**Student.** Our microkinetic code gives every surface step the rate constant $(k_BT/h)\,Q^\ddagger/Q$, and my solid-state book gives a ratio of frequencies with no $h$ in it. They can't both be right.

**Lecturer.** They can. The expression in your code is the general formula, and the ratio of frequencies is its harmonic, classical limit. Here are the premises.

1. The nuclei move on one Born–Oppenheimer surface $V$. There are $N$ mass-weighted coordinates $q_i=\sqrt{m_i}\,x_i$, with momenta $p_i=\dot q_i$. The deep layers of the crystal are clamped, so there are no free translations or rotations.
2. The reactant basin stays in thermal equilibrium at temperature $T$, and $\beta=1/k_BT$.
3. The basin is left through a first-order saddle at energy $\Delta E$ above the minimum. $\Delta E$ is a difference of $V$ alone and holds no zero-point energy. Every outward crossing of a dividing surface through the saddle counts as one reaction.
4. $V$ is quadratic around the minimum and around the saddle.
5. Motion across the saddle is classical: it passes if its energy exceeds the barrier and is reflected otherwise.

By premise 4, diagonalising the mass-weighted Hessians gives

$$V_{\rm IS}=\tfrac12\sum_{i=1}^{N}\omega_i^2q_i^2,\qquad V_{\rm TS}=\Delta E-\tfrac12\omega_b^2s^2+\tfrac12\sum_{j=1}^{N-1}\omega_j'^2q_j'^2 ,$$

with $\omega=2\pi\nu$, and $\nu=c\tilde\nu$ for wavenumbers. The unstable mode $s$ has the imaginary frequency $i\omega_b$. The dividing surface is the plane $s=0$.

**Student.** Premise 3 looks like wishful thinking. Why should a trajectory not turn round?

**Lecturer.** Within premise 4 it cannot. The equation of motion is $\ddot s=\omega_b^2s$, uncoupled from the rest. Starting at $s=0$ with $p_s>0$ the solution is $s=(p_s/\omega_b)\sinh\omega_bt$, which never returns. This needs $s$ to be the unstable mode of all moving atoms, metal included. Recrossing comes from anharmonic terms or from forces left out of $V$, and it lowers the classical rate.

**Student.** Then do the classical case first.

**Lecturer.** In a time $dt$ the phase points with $p_s>0$ and $-p_s\,dt<s<0$ cross the plane. Their Boltzmann weight per unit time, divided by the weight of the basin, is the rate constant:

$$k=\frac{\int_0^\infty p_s\,e^{-\beta p_s^2/2}\,dp_s\;e^{-\beta\Delta E}\prod_{j}\iint e^{-\beta(p_j'^2+\omega_j'^2q_j'^2)/2}\,dq_j'\,dp_j'}{\prod_{i}\iint e^{-\beta(p_i^2+\omega_i^2q_i^2)/2}\,dq_i\,dp_i}.$$

Numerator and denominator use different normal modes. Each set comes from the same mass-weighted coordinates by a shift and an orthogonal rotation, so both Jacobians are one. Extending the denominator to infinity, past the edge of the basin, is harmless when $\beta\Delta E\gg1$. The integrals are

$$\int_0^\infty p\,e^{-\beta p^2/2}dp=\frac1\beta,\qquad \iint e^{-\beta(p^2+\omega^2q^2)/2}dq\,dp=\sqrt{\frac{2\pi}{\beta}}\sqrt{\frac{2\pi}{\beta\omega^2}}=\frac{2\pi}{\beta\omega}=\frac{1}{\beta\nu}.$$

The numerator carries one factor $1/\beta$ from the flux and $N-1$ from the oscillators, and the denominator carries $N$. They cancel:

$$k_{\rm cl}=\frac{\prod_{i=1}^{N}\nu_i}{\prod_{j=1}^{N-1}\nu_j'}\,e^{-\Delta E/k_BT}.\tag{1}$$

This is Vineyard's result of 1957. The unit s$^{-1}$ comes from the one unpaired frequency.

**Student.** And no $\omega_b$. The curvature of the barrier doesn't matter?

**Lecturer.** Not under premise 5. The flux is counted on the plane $s=0$, where the term $-\tfrac12\omega_b^2s^2$ vanishes. The curvature returns with tunnelling.

**Student.** A C–O stretch near 1800 cm$^{-1}$ is not classical at 500 K. Do you simply swap in quantum partition functions and hope?

**Lecturer.** The quadratic form gives more than hope. The saddle Hamiltonian is separable, so the quantum numbers $\mathbf n=(n_1,\dots,n_{N-1})$ of the stable modes are conserved during the passage. Each $\mathbf n$ is a one-dimensional channel with threshold

$$\epsilon_{\mathbf n}=\Delta E+\sum_j h\nu_j'\,(n_j+\tfrac12).$$

Along $s$ there are $ds\,dp_s/h$ states in a cell of phase space. By premise 2 each state moving outward from the reactant side with total energy $E$ has occupation $e^{-\beta E}/Q_{\rm IS}$, where $Q_{\rm IS}$ is the partition function of the basin with energies counted from the minimum of $V$. The flux is density times velocity, and $\dot s\,dp_s=p_s\,dp_s=dE$ at fixed $s$. With a transmission probability $P$,

$$k=\frac{1}{hQ_{\rm IS}}\sum_{\mathbf n}\int P(E-\epsilon_{\mathbf n})\,e^{-\beta E}\,dE.\tag{2}$$

Premise 5 makes $P$ a unit step, and the integral is $k_BT\,e^{-\beta\epsilon_{\mathbf n}}$. That is the origin of Eyring's factor $k_BT/h$: $1/h$ from the density of states and $k_BT$ from the energy integral. It is no vibrational frequency.

The sum over $\mathbf n$ factorises because $\epsilon_{\mathbf n}$ is additive. With $u=h\nu/k_BT$, each mode gives a geometric series,

$$\sum_{n=0}^\infty e^{-u(n+1/2)}=\frac{e^{-u/2}}{1-e^{-u}}=\frac{1}{e^{u/2}-e^{-u/2}}=\frac{1}{2\sinh(u/2)} .$$

$Q_{\rm IS}$ is the product of $N$ such factors and stands in the denominator of (2), so its hyperbolic sines go on top:

$$\boxed{k=\frac{k_BT}{h}\;\frac{\prod_{i=1}^{N}2\sinh(h\nu_i/2k_BT)}{\prod_{j=1}^{N-1}2\sinh(h\nu_j'/2k_BT)}\;e^{-\Delta E/k_BT}}\tag{3}$$

**Student.** Show me that $h$ disappears.

**Lecturer.** Write $2\sinh(u/2)=u\,g(u)$ with $g(u)=\sinh(u/2)/(u/2)=1+u^2/24+\dots$ The $N$ factors $u_i$ over the $N-1$ factors $u_j'$ leave $(h/k_BT)\prod\nu_i/\prod\nu_j'$, and this $h/k_BT$ cancels the factor in front:

$$k=k_{\rm cl}\,\Gamma,\qquad \Gamma=\frac{\prod_i g(u_i)}{\prod_j g(u_j')},\qquad \ln\Gamma=\frac1{24}\Big(\sum_iu_i^2-\sum_ju_j'^2\Big)+O(u^4).$$

When all $u\ll1$, $\Gamma\to1$ and (1) returns. For the other limit use $2\sinh(u/2)=e^{u/2}(1-e^{-u})$. The exponentials collect into the zero-point difference, saddle minus initial state,

$$\Delta{\rm ZPE}=\tfrac12\sum_jh\nu_j'-\tfrac12\sum_ih\nu_i ,$$

and (3) becomes, still without approximation,

$$k=\frac{k_BT}{h}\,e^{-(\Delta E+\Delta{\rm ZPE})/k_BT}\,\frac{\prod_i(1-e^{-u_i})}{\prod_j(1-e^{-u_j'})}.$$

When all $u\gg1$ the last ratio tends to one, and

$$k\to\frac{k_BT}{h}\,e^{-(\Delta E+\Delta{\rm ZPE})/k_BT}.\tag{4}$$

Only the ground channel is then open.

**Student.** I have seen people take the Vineyard prefactor and also add $\Delta$ZPE to the barrier.

**Lecturer.** That hybrid is no form of (3). The frequencies can be taken out as $u\,g(u)$ or as $e^{u/2}(1-e^{-u})$, and the hybrid keeps $u\,e^{u/2}$, the large part of both. It agrees with (3) only where $\Delta{\rm ZPE}/k_BT$ and all $u$ are small, and there the added term does nothing. The same bookkeeping fixes the slope of an Arrhenius plot. From $E_a=-d\ln k/d\beta$ and $d\ln\sinh(\beta h\nu/2)/d\beta=(h\nu/2)\coth(u/2)$,

$$E_a=\Delta E+k_BT+\sum_j\frac{h\nu_j'}{2}\coth\frac{u_j'}{2}-\sum_i\frac{h\nu_i}{2}\coth\frac{u_i}{2}.\tag{5}$$

For soft modes each term is $k_BT$, the count is $1+(N-1)-N=0$, and $E_a=\Delta E$. For stiff modes $E_a=\Delta E+\Delta{\rm ZPE}+k_BT$.

**Student.** Is (4) ever reached?

**Lecturer.** Seldom, even for hydrogen. Take H on Si(001), the adsorbate whose hopping and desorption matter in silicon growth from the gas phase. Typical wavenumbers are about 2100 cm$^{-1}$ for the Si–H stretch and 620 cm$^{-1}$ for the bends. At 600 K the stretch has $u=5.04$ and $e^{-u}=0.0065$, which is stiff. A bend has $u=1.49$ and $e^{-u}=0.226$, which is neither stiff nor soft. A crystal also has acoustic modes of arbitrarily low frequency, so "all modes" can only mean those that do not cancel between the two states.

**Student.** That bothers me. The crystal has an enormous number of modes and the codes keep nine.

**Lecturer.** Let $\mathsf H$ and $\mathsf H'$ be the full mass-weighted Hessians. A determinant is the product of the eigenvalues, so $\prod\omega_i^2=\det\mathsf H$ and $\omega_b^2\prod\omega_j'^2=|\det\mathsf H'|$. Then (1) reads

$$k_{\rm cl}=\frac{\omega_b}{2\pi}\sqrt{\frac{\det\mathsf H}{|\det\mathsf H'|}}\;e^{-\beta\Delta E}.$$

The $\omega_b$ in front only removes the one inside $\det\mathsf H'$. Split the atoms into an active region $A$ and a far region $B$. Block elimination gives

$$\det\mathsf H=\det\mathsf H_{BB}\,\det\!\big(\mathsf H_{AA}-\mathsf H_{AB}\mathsf H_{BB}^{-1}\mathsf H_{BA}\big).$$

Choose $A$ large enough that the force constants within $B$ are the same in both states. Then $\det\mathsf H_{BB}$ cancels, however large $B$ is. The leading quantum term is local too: $\sum\omega_i^2={\rm Tr}\,\mathsf H$ and $\sum\omega_j'^2={\rm Tr}\,\mathsf H'+\omega_b^2$, and a trace is a sum of diagonal elements, atom by atom. Keeping only the adsorbate atoms shrinks $A$ to them and drops the term in $\mathsf H_{AB}$. That is a further approximation, to be tested by freeing metal atoms.

**Student.** Are the Pd modes classical, at least?

**Lecturer.** Nearly. The compiled room-temperature values listed by Blaschke are $C_{11}=227.1$, $C_{12}=176.04$ and $C_{44}=71.73$ GPa. For a longitudinal wave along [111], $\rho v^2=(C_{11}+2C_{12}+4C_{44})/3=288.7$ GPa. With an approximate lattice constant $a=3.89$ Å and atomic mass 106.42 u, $\rho=4M/a^3=12.0$ g cm$^{-3}$ and $v=4.90$ km s$^{-1}$. Treat the (111) planes, spaced by $d=a/\sqrt3=2.246$ Å, as a chain with springs between neighbours only. Then $\omega=\omega_{\max}|\sin(qd/2)|$ for wavevector $q$, and the slope at small $q$ gives $\omega_{\max}=2v/d$. This model puts the top of the branch at about 232 cm$^{-1}$. At 500 K that is $u=0.67$ and $g=1.019$, so a Pd mode at that frequency is quantum by 2 per cent, most of which cancels between the states. The classical part does not shrink this way: a Pd mode that softens by a tenth at the saddle raises $k$ by about a tenth.

**Student.** You quantised every mode except the one that reacts. That is inconsistent.

**Lecturer.** It is, so we size the omission. Drop premise 5 and use in (2) the transmission of an inverted parabola, a standard exact result that I take as given: $P(\varepsilon)=1/(1+e^{-2\pi\varepsilon/\hbar\omega_b})$. The ratio to the step result is $\kappa=\beta\int P(\varepsilon)\,e^{-\beta\varepsilon}d\varepsilon$ over all $\varepsilon$. Put $x=2\pi\varepsilon/\hbar\omega_b$, $t=e^{-x}$, $u_b=\beta\hbar\omega_b$ and $\eta=u_b/2\pi$:

$$\kappa=\eta\int_{-\infty}^\infty\frac{e^{-\eta x}}{1+e^{-x}}dx=\eta\int_0^\infty\frac{t^{\eta-1}}{1+t}dt=\frac{\pi\eta}{\sin\pi\eta}=\frac{u_b/2}{\sin(u_b/2)} .$$

The last integral is Euler's beta function $B(\eta,1-\eta)$ and converges only for $\eta<1$, that is above $T_c=\hbar\omega_b/2\pi k_B$. To lowest order $\kappa=1+u_b^2/24$, Wigner's correction. It is as large as the quantum factor $g$ of a real mode of the same frequency, so whoever quotes $\Gamma$ should quote $\kappa$ beside it.

**Student.** Equation (3) is in s$^{-1}$ for one basin. How does a two-body step such as CO + O enter a mean-field model?

**Lecturer.** The basin is a neighbouring CO–O pair, with partition function $Q_{\rm pair}$. Let $\theta_{\rm O}$ and $\theta_{\rm CO}$ be coverages per surface Pd atom, each species having one site per Pd atom. In a dilute, equilibrated layer the chance that a given position beside an O holds a CO is $\theta_{\rm CO}\,Q_{\rm pair}/(Q_{\rm CO}Q_{\rm O})$, with all energies from the separated adsorbates. Multiply by the rate constant of the pair, $(k_BT/h)\,Q^\ddagger/Q_{\rm pair}$, where $Q^\ddagger=\sum_{\mathbf n}e^{-\beta\epsilon_{\mathbf n}}$. Then $Q_{\rm pair}$ cancels, and the rate per Pd atom is

$$r=z\,k\,\theta_{\rm CO}\,\theta_{\rm O},$$

where $z$ counts the equivalent saddles around one O, and $k$ is (3) with $\Delta E$ and the $6+3=9$ frequencies $\nu_i$ taken from separated CO and O. If diffusion is too slow to keep pairs in equilibrium, or the adsorbates form islands, the product $\theta_{\rm CO}\theta_{\rm O}$ fails although (3) still holds for a pair.

**Student.** List where (3) itself holds.

**Lecturer.** Five conditions.

- *High barrier*, $\Delta E\gg k_BT$. For the test potential $V=\Delta E\,(x^2-1)^2$, put $y=x-1$, so $V=\Delta E(4y^2+4y^3+y^4)$, with Gaussian variance $\sigma^2=1/(8\beta\Delta E)$. Using $\langle y^4\rangle=3\sigma^4$ and $\langle y^6\rangle=15\sigma^6$, the basin integral grows by the fraction $(-3/64+15/64)/\beta\Delta E=3k_BT/16\Delta E$, and the classical $k$ falls by as much.
- *Equilibrium in the basin.* Reaction drains the states at and above the barrier. Energy exchange with phonons and metal electrons, typically on a scale of picoseconds, must refill them faster than they escape. For a single mode of frequency $\nu$ whose energy relaxes at the rate $\gamma$, the loss per oscillation at the barrier energy is about $\gamma\Delta E/\nu$ and must exceed $k_BT$, so $\gamma\beta\Delta E\gg\nu$. In the opposite case Kramers' low-friction result $k\approx\gamma\beta\Delta E\,e^{-\beta\Delta E}$ holds, which lies below $\nu e^{-\beta\Delta E}$.
- *Little recrossing and one electronic surface.*
- *Temperature well above* $T_c$. Near or below it, tunnelling dominates and probes the barrier far from its parabolic top.
- *Every mode confined to its well.* A soft mode whose own barrier is a few $k_BT$, such as lateral motion of an adsorbate, is not harmonic. Since $1/2\sinh(u/2)\approx1/u$ diverges as $\nu\to0$, a poorly determined soft frequency passes straight into $k$. For the same reason the reverse step, which starts from weakly bound or gaseous CO$_2$, should come from $k$ and the equilibrium constant.

**Student.** Numbers, please. CO + O on Pd(111) at 500 K.

**Lecturer.** We freeze the metal and keep nine modes. The initial wavenumbers are approximate typical ones for CO and O in hollow sites. The saddle set is assumed for illustration, with $\tilde\nu_b=400$ cm$^{-1}$ for the unstable mode. At 500 K, $k_BT=43.09$ meV $=347.5$ cm$^{-1}$ and $k_BT/h=1.042\times10^{13}$ s$^{-1}$. The extra digits serve only to compare the formulas on the same inputs.

| state, mode | $\tilde\nu$ / cm$^{-1}$ | $u$ | $2\sinh(u/2)$ |
|---|---|---|---|
| initial, C–O stretch | 1820 | 5.237 | 13.643 |
| initial, O normal | 480 | 1.381 | 1.494 |
| initial, O lateral (two) | 400 | 1.151 | 1.216 |
| initial, CO frustrated rotation (two) | 350 | 1.007 | 1.050 |
| initial, Pd–CO stretch | 330 | 0.950 | 0.986 |
| initial, CO frustrated translation (two) | 170 | 0.489 | 0.494 |
| saddle | 1900 | 5.467 | 15.324 |
| saddle | 550 | 1.583 | 1.753 |
| saddle | 470 | 1.352 | 1.458 |
| saddle | 400 | 1.151 | 1.216 |
| saddle | 330 | 0.950 | 0.986 |
| saddle | 270 | 0.777 | 0.797 |
| saddle | 150 | 0.432 | 0.435 |
| saddle | 110 | 0.317 | 0.318 |

The products from unrounded entries are 7.992 and 5.169, their ratio is 1.546, and the prefactor of (3) is $1.61\times10^{13}$ s$^{-1}$. The Vineyard ratio is 565.4 cm$^{-1}$, or $1.69\times10^{13}$ s$^{-1}$, so $\Gamma=0.950$. The zero-point energies are 2235 and 2090 cm$^{-1}$, so $\Delta{\rm ZPE}=-145$ cm$^{-1}=-18.0$ meV. Equation (4) then multiplies $e^{-\beta\Delta E}$ by $1.58\times10^{13}$ s$^{-1}$. The hybrid gives $2.57\times10^{13}$ s$^{-1}$, a factor 1.60 above (3).

**Student.** So (1), (3) and (4) agree within a few per cent. Why did we bother?

**Lecturer.** For (1) there is a reason. Most modes have $u$ near or below one, and the two stiff stretches, with $g=2.605$ and $2.803$, nearly cancel to 0.929. For (4) it is an accident of the inputs, since a factor like $1-e^{-u}=0.271$ for the 110 cm$^{-1}$ mode is far from one. Halve that wavenumber: (3) rises by a factor 2.01 and (4) by only 1.08. Now the omitted term. $T_c$ is 92 K and $\kappa=1.057$, so $\kappa\Gamma=1.005$. In this model tunnelling undoes the whole quantum correction of the real modes.

**Student.** And the rate constant?

**Lecturer.** I take $\Delta E=1.05$ eV, chosen so that the model reproduces the apparent activation energy of roughly 1.0 to 1.1 eV that is typical of this reaction at low coverage. Equation (5) adds 2.8 meV and gives $E_a=1.053$ eV, which tests nothing, because the input was picked for it. Then $\beta\Delta E=24.37$, the Boltzmann factor is $2.61\times10^{-11}$, and the model's rate constant is

$$k\approx4.2\times10^{2}\ {\rm s^{-1}},$$

or $4.4\times10^2$ s$^{-1}$ with $\kappa$. The test potential puts anharmonicity along the path near 0.8 per cent and 500 K is more than five times $T_c$, so two conditions are met with room to spare. Equilibrium is a closer call. The long time $1/k=2.4$ ms says nothing about it, since it comes from the Boltzmann factor. With an assumed $\gamma=1$ ps$^{-1}$, $\gamma\beta\Delta E=2.4\times10^{13}$ s$^{-1}$, against $\nu=0.51\times10^{13}$ to $1.2\times10^{13}$ s$^{-1}$ for lateral modes of 170 to 400 cm$^{-1}$. That is a margin of only 2 to 5 in the single-mode estimate, and any shortfall lowers $k$.

**Student.** Which fails outright?

**Lecturer.** The last. CO is mobile on Pd(111) at 500 K. Its two frustrated translations contribute $1/0.494^2=4.10$ to $Q_{\rm CO}$. Flattening the lateral potential down to its minimum can only lower the energy levels, so with the other modes unchanged the free two-dimensional gas bounds this factor from above: $q=2\pi mk_BT\mathcal A/h^2=301$ for $m=28.01$ u and the area per Pd atom $\mathcal A=\sqrt3a^2/4=6.55$ Å$^2$. If CO explores more of the cell than the parabola allows, the initial state gains entropy and $k$ falls, by at most a factor 73, which is 0.185 eV in free energy. A shift of 0.1 eV in $\Delta E$ changes $k$ by a factor 10.2. Both dwarf $\Gamma$ and $\kappa$. The model also belongs to the dilute layer: at high oxygen coverage the apparent barrier typically falls to roughly 0.6 eV, and against that the model's Boltzmann factor at 500 K is too small by about $3\times10^4$, an amount that a change of prefactor may offset in part. So $4\times10^2$ s$^{-1}$ is the number of this harmonic, frozen-metal, low-coverage model, and for a fixed $\Delta E$ the mobility of CO pushes it down.